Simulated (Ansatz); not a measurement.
Ca₄Pt: the change of pressure and energy over elements with volume per atom

Results calculated with Ansatz 0.2.0, not measured. Density functional energy, stress (positive in compression), forces and moments (in spheres) of a cell at fixed atoms, energy at zero smearing over the elements' standard states in the same functional; plane waves with PAW datasets, Gamma-centred k mesh.

Cell of the first row (space group Pm-3m, No. 221):
```
Ca4Pt
1.0
      5.4321     0.0000     0.0000
      0.0000     5.4321     0.0000
      0.0000     0.0000     5.4321
Ca Pt
4 1
Direct
  0.00000 0.50000 0.50000
  0.50000 0.00000 0.50000
  0.50000 0.50000 0.00000
  0.00000 0.00000 0.00000
  0.50000 0.50000 0.50000
```

Settings of every row: functional PBE; dispersion none; spin none; wave cutoff 420 eV; k mesh 8x8x8; occupations gaussian; smearing width 0.1 eV.

Limits: no spin-orbit coupling, which can matter with elements this heavy; the cell comes from a prototype or a list of computed structures and needn't be the stable phase.

```csv
row,volume per atom (Å³),pressure (GPa),energy over elements (eV/atom)
1,32.058,4.81,-0.3801
2,33.15,3.33,-0.4077
3,34.243,2.06,-0.4259
4,35.336,?,?
5,37.522,-0.79,-0.4367
6,38.615,-1.49,-0.4288
7,40.072,-2.28,-0.4115
```

Question: what pressure and energy over elements should row 4 give?

Worked fit of pressure. Take u = (V_r/V)^(2/3) − 1 with V_r = 35.883 Å³ an atom, which is twice the finite (Eulerian) strain; such expansions in the strain, on which the Birch-Murnaghan equation of state is built, carry the rest volume and the bulk modulus. The shown rows have u = 0.07804, 0.05423, 0.03168, -0.02934, -0.04774, -0.07097. Least squares give pressure = 0.477 + 46.35 × u + 111.4 × u² + 79 × u³ GPa; a parabola predicts inner rows, each left out in turn, worse (root mean square 0.012 against 0.0014 GPa). All shown rows lie on it to the printed digit. The pressure vanishes at u = -0.0106, or V = 36.46 Å³ an atom, and there the bulk modulus at fixed shape and fractions is B = −V dP/dV = (2/3)(1 + u) dP/du = 29 GPa. The withheld row has u = 0.01029, so the fit gives 0.477 + 46.35 × (0.01029) + 111.4 × (0.01029)² + 79 × (0.01029)³ = 0.97 GPa.

The calculation gave 0.97 GPa. The fit meets it to the printed digit.

Worked fit of energy over elements. Take u = (V_r/V)^(2/3) − 1 with V_r = 35.883 Å³ an atom, which is twice the finite (Eulerian) strain; such expansions in the strain, on which the Birch-Murnaghan equation of state is built, carry the rest volume and the bulk modulus. The shown rows have u = 0.07804, 0.05423, 0.03168, -0.02934, -0.04774, -0.07097. Least squares give energy over elements = −0.43855 + 0.1575 × u + 7.584 × u² eV/atom; a straight line predicts inner rows, each left out in turn, worse (root mean square 0.015 against 6.6e-05 eV/atom). The rows lie off it by 0.0000, 0.0000, 0.0000, -0.0001, 0.0000, 0.0000. Its lowest point lies at u = -0.0104, or V = 36.45 Å³ an atom, and the curvature there gives the bulk modulus at fixed shape and fractions, B = (4/9)(1 + u)² E″(u)/V = 29 GPa. The withheld row has u = 0.01029, so the fit gives −0.43855 + 0.1575 × (0.01029) + 7.584 × (0.01029)² = -0.4361 eV/atom.

The calculation gave -0.4361 eV/atom. The fit meets it to the printed digit.
